Notes: Newton or Roothaan near the Coulson-Fischer point of UHF H2

Step. I use real spin orbitals and C → C exp(κ), with κ_ai = −κ_ia = x_ai (i, j occupied, a, b virtual). Then E = E0 + 2ΣF_ai x_ai + xᵀ(A+B)x + O(x³), with
(A+B)_ai,bj = F_ab δ_ij − F_ij δ_ab + 2(ai|bj) − (ab|ij) − (aj|bi).
Stationarity gives (A+B)x = −F_ai. The integral terms acting on x are the two-electron Fock matrix of δD = C_v x C_oᵀ + transpose, so each Hessian-vector product is one Fock-like build.

Convergence. Let e_n be the distance vector from the solution x* in the current chart and H the Hessian. Then e_(n+1) = H_n⁻¹∫₀¹[H_n − H(x*+t e_n)]e_n dt, so |e_(n+1)| ≤ M|H_n⁻¹||e_n|²/2, with M a Lipschitz constant of H. Since ΔE ∝ e², the energy error squares, provided H* is nonsingular.

Cost. N functions, o occupied orbitals per spin, n = 2o(N−o) rotations, one build B ~ N⁴ unscreened, prefactors of order one dropped.
Roothaan: 1 B per step, memory ~N².
Matrix-free Newton: (1+k) B for k conjugate-gradient products, memory ~N².
Stored Hessian: 1 B + oN⁴ (transformation) + n³/6 (factorisation), memory n².
For illustrative N = 200, o = 20: n = 7200, a stored step is 1+20+39 = 60 B, and n² = 1296 N².

Model. Minimal basis, zero differential overlap, hopping τ, on-site U, intersite V; K = (gu|gu) = (U−V)/2, r = τ/K, w = V/2K. The orbitals are cos(φ/2) g ± sin(φ/2) u for α, β. Then
E − E_RHF = K[2r(1−cos φ) − sin²φ].
For r ≤ 1 the exact minimum is cos φ* = r, and ΔE = K(cos φ − r)². The instability is r = 1.

Newton: φ' = φ − sin φ (r − cos φ)/(r cos φ − cos 2φ). Here E''* = 2K(1−r²) and e' = Ce², C = E'''/2E'' = 3r/(2√(1−r²)), so ΔE' = (2C²/E'')ΔE². At r = 0.8, C = 2 and the factor is 11.1/K. From φ0 = 1 rad, ΔE/K runs 6.7×10⁻², 4.0×10⁻³, 7.3×10⁻⁵, 5.2×10⁻⁸, 3×10⁻¹⁴. At r = 1, φ' = φ − sin φ/(1+2cos φ) → 2φ/3: linear, ΔE falling by 16/81 per step.

Roothaan: diagonalising the 2×2 Fock matrix gives tan φ' = (1+w) sin φ/(r + w cos φ), rate ρ = 1 − (1−r²)/(1+w). For w = 0, y = cot²φ obeys y' = r²(1+y), so y_m = y* + r^(2m)(y0−y*), y* = r²/(1−r²). At r = 1, y_m = y0 + m and ΔE ≈ K/4m².

Builds to reach ΔE/K ≤ δ (w = 0, φ0 = 1 rad; k = 1 is exact for one angle, k = 10 is assumed for a large case):

r     δ      Newton steps   Roothaan   k=1   k=10   stored
0.8   10⁻⁴   2              6          4     22     120
0.8   10⁻⁸   4              16         8     44     240
1     10⁻⁴   5              49         10    55     300
1     10⁻⁸   11             4999       22    121    660

With K ≈ 9×10⁻¹⁹ J (assumed, typical of minimal-basis H2 near the instability), δ = 10⁻⁸ means 9×10⁻²⁷ J.

ΔE/K inside a budget:

r     budget   Roothaan    k=1        k=10
0.8   22 B     3.6×10⁻¹¹   rounding   7.3×10⁻⁵
1     22 B     4.7×10⁻⁴    2.3×10⁻⁹   5.3×10⁻³
1     110 B    2.0×10⁻⁵    smaller    1.2×10⁻⁸

Neglected term. For H2, w ≈ 1 is typical. It leaves E(φ) and Newton unchanged but level-shifts Roothaan. At r = 0.8, ρ rises from 0.64 to 0.82 and asymptotic counts grow 2.2-fold. At r = 1, φ' ≈ φ − φ³/[2(1+w)], so they double.

My picks among these three, which are the model's. With k = 1 Newton wins every row. With k = 10 Roothaan is cheapest at r = 0.8 for both targets, even after the factor 2.2, and best within 22 B. Matrix-free Newton wins at r = 1 for δ = 10⁻⁸ and within 110 B. The 49 against 55 row reverses at w ≈ 1, so there I take Newton too. The stored Hessian pays only for k > 59. Newton seeks any stationary point: for r < 1, E'' is negative near φ = 0, so I start well polarised or use a trust radius.